**Morse and Pekeris relations in homonuclear dimers (PBE0/def2-TZVPP)**

The table holds r_e, ω_e, ω_e x_e, B_e, α_e, D_e and the Morse estimate ω_e²/(4ω_e x_e) for Be2, C2 (³Πu), O2, Na2, Mg2, P2 and Cl2, from single-determinant, non-relativistic PySCF bond curves. The program tests the parameter-free Pekeris relation for α_e and works out force constants, mass-free anharmonicities, the ratio of the Morse value to D_e, and the energy of the last scan point relative to the free atoms. Pekeris has a mean absolute error of 6.4 % relative to the tabulated α_e, with Na2 (+12.3 %) and O2 (−11.1 %) the worst rows. The Morse value exceeds D_e in every row, by factors from 1.07 (Be2) to 2.04 (Na2). The spin-unbroken curves of O2 and Cl2 already lie 0.17 and 0.55 eV above their atoms at 1.55 r_e.

Calculated values. PySCF 2.14.0, unrestricted PBE0/def2-TZVPP, non-relativistic, for homonuclear dimers of periods 2 and 3, each as one determinant with its occupation held. Spectroscopic constants come from Dunham fits to the bond curves for the main isotopes. D_e is taken to separate high-spin ground-configuration atoms, without counterpoise or spin-orbit correction.

## Analysis program

```python
# Table: spectroscopic constants (r_e, w_e, w_e x_e, B_e, alpha_e, D_e, Morse D_e) of homonuclear
# dimers, PySCF, PBE0/def2-TZVPP, non-relativistic, one determinant. Tested: the parameter-free
# Pekeris estimate of alpha_e; also force constants, ratios, and scan energies against free atoms.
T = {
    'molecule': ['Be2', 'C2', 'O2', 'Na2', 'Mg2', 'P2', 'Cl2'],
    'Z': [4, 6, 8, 11, 12, 15, 17],
    'valence': [4, 8, 12, 2, 4, 10, 14],
    'mult': [1, 3, 3, 1, 1, 1, 1],
    'open': ['none', 'sigma1 pi1', 'pi2', 'none', 'none', 'none', 'none'],
    're': [2.517, 1.301, 1.193, 3.101, 3.601, 1.882, 1.982],  # Å
    'we': [295, 1711, 1714, 160, 89, 833, 579],  # 1/cm
    'wexe': [9.05, 10.8, 9.9, 0.564, 1.89, 2.31, 2.14],  # 1/cm
    'be': [0.5905, 1.659, 1.482, 0.1525, 0.1084, 0.3074, 0.2454],  # 1/cm
    'alpha': [0.02, 0.0156, 0.0137, 0.000717, 0.00247, 0.00125, 0.00131],  # 1/cm
    'de': [0.28, 6.3, 5.4, 0.69, 0.11, 4.83, 2.58],  # eV
    'morse': [0.3, 8.37, 9.2, 1.41, 0.13, 9.3, 4.85],  # eV
}
import numpy as np
from itertools import product
from scipy import constants as C
m = T['molecule']
ix = {n: i for i, n in enumerate(m)}
re, we, wx, B, al, De, Mo = (np.array(T[k], float) for k in ('re', 'we', 'wexe', 'be', 'alpha', 'de', 'morse'))
cm = C.h * C.c * 100 / C.e
Eh = C.physical_constants['Hartree energy in eV'][0]
bo = np.array([0, 2, 2, 1, 0, 3, 1])  # bond order by electron counting (C2 in its pi3 sigma1 state)
# further outputs of the same runs, in row order: atomic mass (u), minimum energy (Eh; lowest
# scan point for Na2, Mg2), last scan point r (A), its energy (Eh) and S^2
mass = np.array([9.012182, 12, 15.99492, 22.98977, 23.98504, 30.97376, 34.96885])
e0 = np.array([-29.28122, -75.84212, -150.235604, -324.376201, -399.925537, -682.447676, -920.089547])
rl = np.array([3.9122, 2.0212, 1.8538, 4.805, 5.628, 2.9202, 3.0799])
el = np.array([-29.27289, -75.66277, -150.030829, -324.358022, -399.922045, -682.305782, -919.974359])
s2 = np.array([0, 2.009, 2.015, 0.688, 0, 2.131, 0])
spread = {'C2': (0.028102, 2.5967e-5), 'O2': (0.070998, 5.2554e-5), 'P2': (0.0079917, 2.7209e-6)}  # fits: wexe, alpha
mu = mass / 2
k = mu * C.u * (2 * np.pi * C.c * 100 * we) ** 2 / 100
Bc = C.h / (8 * np.pi**2 * C.c * 100 * mu * C.u * (re * 1e-10) ** 2)
print('mol, bond order, mu (u), k (mdyn/A), De per bond (eV), B from re vs table (%)')
for i, n in enumerate(m):
    per = f'{De[i]/bo[i]:.2f}' if bo[i] else '-'
    print(f'{n:4s} {bo[i]} {mu[i]:6.2f} {k[i]:7.3f} {per:>5s} {100*(Bc[i]/B[i]-1):+.2f}')
zpe = (we / 2 - wx / 4) * cm
print('mol, wexe/we (%), wexe/Be, zero-point energy (eV), its share of De (%)')
for i, n in enumerate(m):
    print(f'{n:4s} {100*wx[i]/we[i]:5.2f} {wx[i]/B[i]:5.1f} {zpe[i]:6.3f} {100*zpe[i]/De[i]:5.1f}')
R, rise = Mo / De, (el - e0) * Eh
S = (np.array(T['mult']) - 1) / 2
print('mol, Morse/De (range from rounding), gap (eV); last scan point: r/re, E - E(atoms) (eV), S^2 / pure')
for i, n in enumerate(m):
    lo, hi = (Mo[i] - .005) / (De[i] + .005), (Mo[i] + .005) / (De[i] - .005)
    print(f'{n:4s} {R[i]:.2f} ({lo:.2f}-{hi:.2f}) {Mo[i]-De[i]:.2f}; {rl[i]/re[i]:.2f} {rise[i]-De[i]:+.2f} {s2[i]:.2f} / {S[i]*(S[i]+1):.0f}')
pek = lambda w, x, b: 6 * (np.sqrt(x * b**3) - b**2) / w
half = lambda v, s: 0.5 * 10.0 ** (np.floor(np.log10(v)) - s + 1)
err = 100 * (pek(we, wx, B) / al - 1)
a1 = -(1 + al * we / (6 * B**2))
q = 1.25 - 2 * wx / (3 * B * a1**2)
print(f'mol, Pekeris alpha (1/cm), error (%), rounding (+-%), a1, a2/a1^2 (Morse {7/12:.3f})')
for i, n in enumerate(m):
    c = [100 * (pek(we[i] + a * .5, wx[i] + b * half(wx[i], 3), B[i] + d * half(B[i], 4))
                / (al[i] + e * half(al[i], 3)) - 1) for a, b, d, e in product((-1, 1), repeat=4)]
    print(f'{n:4s} {pek(we[i], wx[i], B[i]):.3g} {err[i]:+5.1f} {(max(c)-min(c))/2:.1f} {a1[i]:.2f} {q[i]:.3f}')
w = np.argsort(-abs(err))[:2]
print(f'Pekeris mean abs error {abs(err).mean():.1f} %, worst {m[w[0]]} {err[w[0]]:+.1f} %, {m[w[1]]} {err[w[1]]:+.1f} %')
o, c2, b, g, p, l = (ix[n] for n in ('O2', 'C2', 'Be2', 'Mg2', 'P2', 'Cl2'))
print(f'O2/C2: we {we[o]/we[c2]:.3f}, k {k[o]/k[c2]:.3f}, mu {mu[o]/mu[c2]:.3f}, De {De[o]/De[c2]:.2f}')
print(f'P2/Cl2: k {k[p]/k[l]:.2f}, De {De[p]/De[l]:.2f}; P2/O2: k {k[p]/k[o]:.2f}, De {De[p]/De[o]:.2f}')
print(f'Be2/Mg2: we {we[b]/we[g]:.2f}, k {k[b]/k[g]:.1f}, wexe {wx[b]/wx[g]:.2f}, 1/mu {mu[g]/mu[b]:.2f}, '
      f'Be {B[b]/B[g]:.2f}, De {De[b]/De[g]:.1f}')
print('order of De:', ' > '.join(m[i] for i in np.argsort(-De)))
print('order of k:', ' > '.join(m[i] for i in np.argsort(-k)))
print('order of Morse/De:', ' > '.join(m[i] for i in np.argsort(-R)))
print('spread between fits, wexe and alpha (%):',
      '; '.join(f'{n} {100*s[0]/wx[ix[n]]:.2f}, {100*s[1]/al[ix[n]]:.2f}' for n, s in spread.items()))
rec = {'O2': (6.5, 5.2), 'P2': (6.7, 5.1), 'Cl2': (3.6, 2.5)}  # rough recalled measured Morse value and De (eV)
print('Morse/De, rough recalled measurement vs table:',
      '; '.join(f'{n} {v[0]/v[1]:.2f} vs {R[ix[n]]:.2f}' for n, v in rec.items()))
assert (Mo > De).all()
assert set(np.argsort(R)[:2]) == {b, g}
assert rise[o] > De[o] and rise[l] > De[l]
assert abs(err).max() < 15
```

Printed output:

```
mol, bond order, mu (u), k (mdyn/A), De per bond (eV), B from re vs table (%)
Be2  0   4.51   0.231     - +0.00
C2   2   6.00  10.349  3.15 +0.06
O2   2   8.00  13.843  2.70 -0.07
Na2  1  11.49   0.173  0.69 +0.00
Mg2  0  11.99   0.056     - +0.00
P2   3  15.49   6.331  1.61 -0.03
Cl2  1  17.48   3.453  2.58 +0.01
mol, wexe/we (%), wexe/Be, zero-point energy (eV), its share of De (%)
Be2   3.07  15.3  0.018   6.4
C2    0.63   6.5  0.106   1.7
O2    0.58   6.7  0.106   2.0
Na2   0.35   3.7  0.010   1.4
Mg2   2.12  17.4  0.005   5.0
P2    0.28   7.5  0.052   1.1
Cl2   0.37   8.7  0.036   1.4
mol, Morse/De (range from rounding), gap (eV); last scan point: r/re, E - E(atoms) (eV), S^2 / pure
Be2  1.07 (1.04-1.11) 0.02; 1.55 -0.05 0.00 / 0
C2   1.33 (1.33-1.33) 2.07; 1.55 -1.42 2.01 / 2
O2   1.70 (1.70-1.71) 3.80; 1.55 +0.17 2.02 / 2
Na2  2.04 (2.02-2.07) 0.72; 1.55 -0.20 0.69 / 0
Mg2  1.18 (1.09-1.29) 0.02; 1.56 -0.01 0.00 / 0
P2   1.93 (1.92-1.93) 4.47; 1.55 -0.97 2.13 / 0
Cl2  1.88 (1.87-1.89) 2.27; 1.55 +0.55 0.00 / 0
mol, Pekeris alpha (1/cm), error (%), rounding (+-%), a1, a2/a1^2 (Morse 0.583)
Be2  0.0207  +3.4 0.5 -3.82 0.550
C2   0.015  -4.0 0.7 -2.62 0.616
O2   0.0122 -11.1 0.4 -2.78 0.675
Na2  0.000805 +12.3 0.6 -1.82 0.507
Mg2  0.00252  +1.8 1.0 -4.12 0.565
P2   0.00119  -5.2 0.6 -2.84 0.627
Cl2  0.00122  -7.0 0.6 -3.10 0.645
Pekeris mean abs error 6.4 %, worst Na2 +12.3 %, O2 -11.1 %
O2/C2: we 1.002, k 1.338, mu 1.333, De 0.86
P2/Cl2: k 1.83, De 1.87; P2/O2: k 0.46, De 0.89
Be2/Mg2: we 3.31, k 4.1, wexe 4.79, 1/mu 2.66, Be 5.45, De 2.5
order of De: C2 > O2 > P2 > Cl2 > Na2 > Be2 > Mg2
order of k: O2 > C2 > P2 > Cl2 > Be2 > Na2 > Mg2
order of Morse/De: Na2 > P2 > Cl2 > O2 > C2 > Mg2 > Be2
spread between fits, wexe and alpha (%): C2 0.26, 0.17; O2 0.72, 0.38; P2 0.35, 0.22
Morse/De, rough recalled measurement vs table: O2 1.25 vs 1.70; P2 1.31 vs 1.93; Cl2 1.44 vs 1.88
```
